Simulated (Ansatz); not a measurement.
A series in volume scale on Hf

Plane-wave DFT, scalar-relativistic PAW made under PBE with cores redone for the functional, no dispersion; the given relaxed cell is scaled uniformly, energy at zero smearing counts from the unscaled cell, pressure at the given Fermi-Dirac smearing is positive in compression. The results are calculated, by Ansatz 0.2.0.

The cell before it is scaled or strained (space group Fd-3m, No. 227):
```
CELL_PARAMETERS angstrom
0.00000 3.18700 3.18700
3.18700 0.00000 3.18700
3.18700 3.18700 0.00000
ATOMIC_POSITIONS crystal
Hf 0.12500 0.12500 0.12500
Hf 0.87500 0.87500 0.87500
```

Settings of every row: spin polarised no; functional PBEsol; wave cutoff 420 eV; smearing width 0.1 eV; k mesh 10x10x10.

Atom starting moment: 0 on all atoms.

Limits: some atoms lie unusually close (a squeezed, shaken or made-up cell); no spin-orbit coupling, which can matter with elements this heavy.

| row | volume scale | V (Å³/atom) | energy change per atom (meV) | pressure (GPa) |
| --- | --- | --- | --- | --- |
| 1 | 0.88 | 28.486 | 47.87 | 4.6 |
| 2 | 0.92 | 29.781 | 19.46 | 2.82 |
| 3 | 0.96 | 31.075 | 4.1 | 1.31 |
| 4 | 1.04 | 33.665 | 5.57 | -1.1 |
| 5 | 1.08 | 34.96 | 19.58 | -2.11 |
| 6 | 1.12 | 36.255 | ? | ? |

Question: what energy change per atom and pressure should row 6 give?

Worked fit of energy change per atom. Take u = (V_r/V)^(2/3) − 1 with V_r = 31.075 Å³ an atom, which is twice the finite (Eulerian) strain; such expansions in the strain, on which the Birch-Murnaghan equation of state is built, carry the rest volume and the bulk modulus. The shown rows have u = 0.05971, 0.02876, 0, -0.05197, -0.07553. Least squares give energy change per atom = 4.081 + 322.67 × u + 6935.9 × u² meV; a straight line predicts inner rows, each left out in turn, worse (root mean square 14 against 0.56 meV). The rows lie off it by -0.21, 0.36, 0.02, -0.47, 0.30 (root mean square 0.31 meV). The withheld row has u = -0.09768, so the fit gives 4.081 + 322.67 × (-0.09768) + 6935.9 × (-0.09768)² = 38.74 meV.

The calculation gave 41.28 meV. The fit lies 2.54 meV (6.2 % of the value, 5.8 % of the column's range) below it; its largest miss of a shown row is 0.47 meV. This row lies beyond the range of the fit.

Worked fit of pressure. Take u = (V_r/V)^(2/3) − 1 with V_r = 31.075 Å³ an atom, which is twice the finite (Eulerian) strain; such expansions in the strain, on which the Birch-Murnaghan equation of state is built, carry the rest volume and the bulk modulus. The shown rows have u = 0.05971, 0.02876, 0, -0.05197, -0.07553. Least squares give pressure = 1.315 + 50.61 × u + 71.9 × u² GPa; a straight line predicts inner rows, each left out in turn, worse (root mean square 0.15 against 0.023 GPa). The rows lie off it by 0.01, -0.01, 0.00, 0.02, -0.01. The pressure vanishes at u = -0.0270, or V = 32.38 Å³ an atom, and there the bulk modulus at fixed shape and fractions is B = −V dP/dV = (2/3)(1 + u) dP/du = 30.3 GPa. The withheld row has u = -0.09768, so the fit gives 1.315 + 50.61 × (-0.09768) + 71.9 × (-0.09768)² = -2.94 GPa.

The calculation gave -3.02 GPa. The fit lies 0.08 GPa (2.6 % of the value, 1 % of the column's range) above it; its largest miss of a shown row is 0.02 GPa. This row lies beyond the range of the fit.
